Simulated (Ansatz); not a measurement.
# ZrC: the change of pressure with volume scale

Periodic Kohn-Sham DFT of a crystal at fixed atoms, scaled to volume_scale times the given cell; pressure positive in compression, energy less spherical unpolarised free atoms, largest_vzz the field gradient of largest size among the nuclei. The results are calculated, by Ansatz 0.2.0.

The cell before it is scaled or strained (space group Fm-3m, No. 225):
```
cell vectors (Å)
   0.0000     2.3502     2.3502
   2.3502     0.0000     2.3502
   2.3502     2.3502     0.0000
atoms (fractions of the cell vectors)
Zr  0.50000  0.50000  0.50000
C   0.00000  0.00000  0.00000
```

Settings of every row: method frozen-core PAW; functional PBEsol; relativity scalar; k mesh 15x15x15; filling fermi-dirac; smearing width 0.05 eV; wave cutoff 420 eV; paw set soft_2.

Atom start moment: 0 on all atoms.

Limits: PAW files made with PBE.

| row | volume scale | V (Å³/atom) | pressure (GPa) |
| --- | --- | --- | --- |
| 1 | 0.94 | 12.202 | 10.711 |
| 2 | 0.9405 | 12.209 | 10.563 |
| 3 | 0.96 | 12.462 | 5.078 |
| 4 | 0.97 | 12.592 | 2.472 |
| 5 | 0.98 | 12.722 | -0.003 |
| 6 | 0.99 | 12.851 | -2.352 |
| 7 | 1.01 | 13.111 | -6.705 |
| 8 | 1.02 | 13.241 | -8.718 |
| 9 | 1.03 | 13.371 | -10.631 |
| 10 | 1.04 | 13.5 | -12.447 |
| 11 | 1.06 | 13.76 | ? |

Question: what pressure should row 11 give?

Worked fit of pressure. Take u = (V_r/V)^(2/3) − 1 with V_r = 12.787 Å³ an atom, which is twice the finite (Eulerian) strain; such expansions in the strain, on which the Birch-Murnaghan equation of state is built, carry the rest volume and the bulk modulus. The shown rows have u = 0.03171, 0.03132, 0.01731, 0.0103, 0.0034, -0.00332, -0.01654, -0.02299, -0.02933, -0.03553. Least squares give pressure = −1.1997 + 347.673 × u + 883.56 × u² GPa; a straight line predicts inner rows, each left out in turn, worse (root mean square 0.41 against 0.0081 GPa). The rows lie off it by -0.002, 0.007, -0.005, -0.003, 0.004, -0.008, 0.003, 0.008, 0.006, -0.010 (root mean square 0.0061 GPa). The pressure vanishes at u = 0.0034, or V = 12.72 Å³ an atom, and there the bulk modulus at fixed shape and fractions is B = −V dP/dV = (2/3)(1 + u) dP/du = 237 GPa. The withheld row has u = -0.04772, so the fit gives −1.1997 + 347.673 × (-0.04772) + 883.56 × (-0.04772)² = -15.779 GPa.

The calculation gave -15.809 GPa. The fit lies 0.030 GPa (0.11 % of the column's range) above it; its largest miss of a shown row is 0.010 GPa. This row lies beyond the range of the fit.
